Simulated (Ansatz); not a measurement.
A series in volume scale on Ag

Periodic Kohn-Sham DFT of a crystal at fixed atoms, scaled to volume_scale times the given cell; pressure positive in compression, energy less spherical unpolarised free atoms, largest_vzz the field gradient of largest size among the nuclei. The results are calculated, by Ansatz 0.2.0.

The cell before it is scaled or strained (space group P6_3/mmc, No. 194):
```
cell vectors (Å)
   2.8862     0.0000     0.0000
  -1.4431     2.4995     0.0000
   0.0000     0.0000    10.0000
atoms (fractions of the cell vectors)
Ag  0.33333  0.66667  0.25000
Ag  0.66667  0.33333  0.75000
Ag  0.00000  0.00000  0.00000
Ag  0.00000  0.00000  0.50000
```

Settings of every row: method all-electron PAW; functional LDA; relativity scalar; k mesh 14x14x4; filling fermi-dirac; smearing width 0.08 eV; nucleus gaussian.

Atom start moment: 0 on all atoms.

Limits: field gradient without spin-orbit coupling on heavy atoms; no gap: field gradients move with the k mesh.

```csv
row,volume scale,V (Å³/atom),pressure (GPa),largest V_zz (1e21 V/m^2)
1,0.94,16.953,-6.084,0.789
2,0.96,17.314,?,?
3,0.98,17.674,-9.763,0.613
4,0.99,17.855,-10.518,0.577
5,1,18.035,-11.215,0.545
6,1.01,18.215,-11.857,0.517
7,1.02,18.396,-12.45,0.493
8,1.04,18.757,-13.499,0.455
9,1.06,19.117,-14.383,0.432
```

Question: what pressure and largest V_zz should row 2 give?

Worked fit of pressure. Take u = (V_r/V)^(2/3) − 1 with V_r = 18.125 Å³ an atom, which is twice the finite (Eulerian) strain; such expansions in the strain, on which the Birch-Murnaghan equation of state is built, carry the rest volume and the bulk modulus. The shown rows have u = 0.04557, 0.01694, 0.01006, 0.00332, -0.0033, -0.00985, -0.02259, -0.0349. Least squares give pressure = −11.5415 + 96.855 × u + 468.47 × u² + 750 × u³ GPa; a parabola predicts inner rows, each left out in turn, worse (root mean square 0.011 against 0.00097 GPa). The rows lie off it by 0.000, 0.000, 0.001, 0.000, -0.001, 0.001, 0.000, 0.000. The withheld row has u = 0.03099, so the fit gives −11.5415 + 96.855 × (0.03099) + 468.47 × (0.03099)² + 750 × (0.03099)³ = -8.068 GPa.

The calculation gave -8.064 GPa. The fit lies 0.004 GPa (0.048 % of the column's range) below it; its largest miss of a shown row is 0.001 GPa.

Worked fit of largest V_zz. Take t = volume scale − 1. The shown rows have t = -0.06, -0.02, -0.01, 0, 0.01, 0.02, 0.04, 0.06. Least squares give largest V_zz = 0.5453 − 2.979 × t + 18.1 × t² 1e21 V/m^2; a straight line predicts inner rows, each left out in turn, worse (root mean square 0.02 against 0.00052 1e21 V/m^2). The rows lie off it by 0.000, 0.001, 0.000, 0.000, 0.000, 0.000, 0.000, 0.000. The withheld row has t = -0.04, so the fit gives 0.5453 − 2.979 × (-0.04) + 18.1 × (-0.04)² = 0.693 1e21 V/m^2.

The calculation gave 0.695 1e21 V/m^2. The fit lies 0.002 1e21 V/m^2 (0.56 % of the column's range) below it; its largest miss of a shown row is 0.001 1e21 V/m^2.
